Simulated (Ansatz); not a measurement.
## La: pressure and energy less free atoms against volume scale

All results are calculated (Ansatz 0.2.0). Periodic Kohn-Sham DFT of a crystal at fixed atoms, scaled to volume_scale times the given cell; pressure positive in compression, energy less spherical unpolarised free atoms, largest_vzz the field gradient of largest size among the nuclei.

The cell before it is scaled or strained (space group P6_3/mmc, No. 194):
```
CELL_PARAMETERS angstrom
3.78310 0.00000 0.00000
-1.89150 3.27620 0.00000
0.00000 0.00000 6.07610
ATOMIC_POSITIONS crystal
La 0.33333 0.66667 0.25000
La 0.66667 0.33333 0.75000
```

Settings of every row: method all-electron LAPW; functional PBE; relativity scalar; k mesh 12x12x7; filling fermi-dirac; smearing width 0.05 eV; basis error target 1 meV/atom; nucleus gaussian.

Atom start moment: 0 on all atoms.

Limits: no spin-orbit coupling on heavy atoms.

| row | volume scale | V (Å³/atom) | pressure (GPa) | energy less free atoms (eV/atom) |
| --- | --- | --- | --- | --- |
| 1 | 0.9405 | 35.414 | 1.743 | -4.8165 |
| 2 | 0.98 | 36.901 | ? | ? |
| 3 | 1 | 37.654 | 0.044 | -4.8287 |
| 4 | 1.02 | 38.407 | -0.464 | -4.8277 |
| 5 | 1.06 | 39.913 | -1.384 | -4.8189 |

Question: what pressure and energy less free atoms should row 2 give?

Worked fit of pressure. Take u = (V_r/V)^(2/3) − 1 with V_r = 38.031 Å³ an atom, which is twice the finite (Eulerian) strain; such expansions in the strain, on which the Birch-Murnaghan equation of state is built, carry the rest volume and the bulk modulus. The shown rows have u = 0.04868, 0.00666, -0.00654, -0.03169. Least squares give pressure = −0.2139 + 38.224 × u + 40.66 × u² GPa; a straight line predicts inner rows, each left out in turn, worse (root mean square 0.041 against 0.0036 GPa). The rows lie off it by 0.000, 0.002, -0.002, 0.000. The pressure vanishes at u = 0.0056, or V = 37.72 Å³ an atom, and there the bulk modulus at fixed shape and fractions is B = −V dP/dV = (2/3)(1 + u) dP/du = 25.9 GPa. Letting shape and atoms relax would as a rule lower it, by much in layered, chain or molecular crystals. The withheld row has u = 0.02031, so the fit gives −0.2139 + 38.224 × (0.02031) + 40.66 × (0.02031)² = 0.579 GPa.

The calculation gave 0.585 GPa. The fit lies 0.006 GPa (1 % of the value, 0.19 % of the column's range) below it; its largest miss of a shown row is 0.002 GPa.

Worked fit of energy less free atoms. Take u = (V_r/V)^(2/3) − 1 with V_r = 38.031 Å³ an atom, which is twice the finite (Eulerian) strain; such expansions in the strain, on which the Birch-Murnaghan equation of state is built, carry the rest volume and the bulk modulus. The shown rows have u = 0.04868, 0.00666, -0.00654, -0.03169. Least squares give energy less free atoms = −4.82849 − 0.0858 × u + 6.824 × u² eV/atom; a straight line predicts inner rows, each left out in turn, worse (root mean square 0.0069 against 0.00013 eV/atom). The rows lie off it by 0.0000, 0.0001, -0.0001, 0.0000. Its lowest point lies at u = 0.0063, or V = 37.68 Å³ an atom, and the curvature there gives the bulk modulus at fixed shape and fractions, B = (4/9)(1 + u)² E″(u)/V = 26.1 GPa. Letting shape and atoms relax would as a rule lower it, by much in layered, chain or molecular crystals. The withheld row has u = 0.02031, so the fit gives −4.82849 − 0.0858 × (0.02031) + 6.824 × (0.02031)² = -4.8274 eV/atom.

The calculation gave -4.8273 eV/atom. The fit lies 0.0001 eV/atom (0.82 % of the column's range) below it, one unit of the last digit.
